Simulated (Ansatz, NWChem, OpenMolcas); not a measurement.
A small benchmark: dipole moment

8 molecules of light elements (H to F); the dipole moment in D, computed less measured. Shapes, held fixed at every level: PBE0-D4/def2-TZVP. No vibrational averaging. Dipoles are compared by magnitude; molecules under 1 D, whose direction can flip, are left out. Programs: Ansatz 0.2.0, NWChem 7.3.0, OpenMolcas 26.06. A level may come from different programs for different species; with the same settings they agree closely. Measured values: NIST CCCBDB.

Levels: A = r2SCAN-D4/def2-TZVPP; B = B3LYP/6-31G* (spherical functions); C = wB97M-V/def2-TZVPP.

| molecule | measured | A | B | C |
| --- | --- | --- | --- | --- |
| H2O (water) | 1.85 | +0.08 | +0.22 | +0.09 |
| H2CO (formaldehyde) | 2.33 | -0.10 | -0.19 | 0.00 |
| CH2F2 (difluoromethane) | 1.97 | -0.17 | -0.28 | -0.11 |
| CH3F (fluoromethane) | 1.85 | -0.12 | -0.16 | -0.07 |
| C2H5F (SMILES CCF) | 1.96 | -0.13 | -0.26 | -0.09 |
| C2H6O (dimethyl ether) | 1.30 | -0.15 | -0.06 | -0.08 |
| C3H5N (propanenitrile) | 4.02 | +0.13 | -0.14 | +0.08 |
| C4H5N (pyrrole) | 1.84 | +0.10 | +0.10 | +0.11 |

(1) Which level does best on this set, which worst, and which err to one side?

Answers

(1) 
```tsv
level	kind	mean error	mean absolute error	worst case
r2SCAN-D4/def2-TZVPP	meta-GGA	-0.045	0.122	CH2F2
B3LYP/6-31G* (spherical functions)	global hybrid	-0.096	0.176	CH2F2
wB97M-V/def2-TZVPP	range-separated hybrid	-0.009	0.079	CH2F2
```

On this set wB97M-V/def2-TZVPP has the smallest mean absolute error and B3LYP/6-31G* (spherical functions) the largest. B3LYP/6-31G* (spherical functions) is too low in 6 of 8. The tabulated value of C4H5N is in doubt (older tables, estimates, or at odds with other calculations) and kept here. Over the 7 molecules whose values aren't doubted the mean absolute errors are A 0.126; B 0.187; C 0.074. The set is small.

The near-zero mean error of wB97M-V reflects cancellation as well as small individual errors: water and propanenitrile come out too polar, the three fluorides and dimethyl ether not polar enough. The fluorides are too low at every level and water too high at every level, so the error follows the type of bond more than the size of the dipole. A dipole moment weights charge by its distance, which makes it sensitive to the outer lone-pair density on F and O as well as to charge transfer along the polar bonds. B3LYP/6-31G* shows the largest errors for water and the fluorides, probably because its small basis describes that outer density and the polarization around hydrogen poorly. Dimethyl ether breaks the pattern, with its smallest error at this level, which looks like a fortunate compensation. The comparison therefore ranks combinations of functional and basis, and the poor showing of B3LYP/6-31G* is no verdict on B3LYP itself.
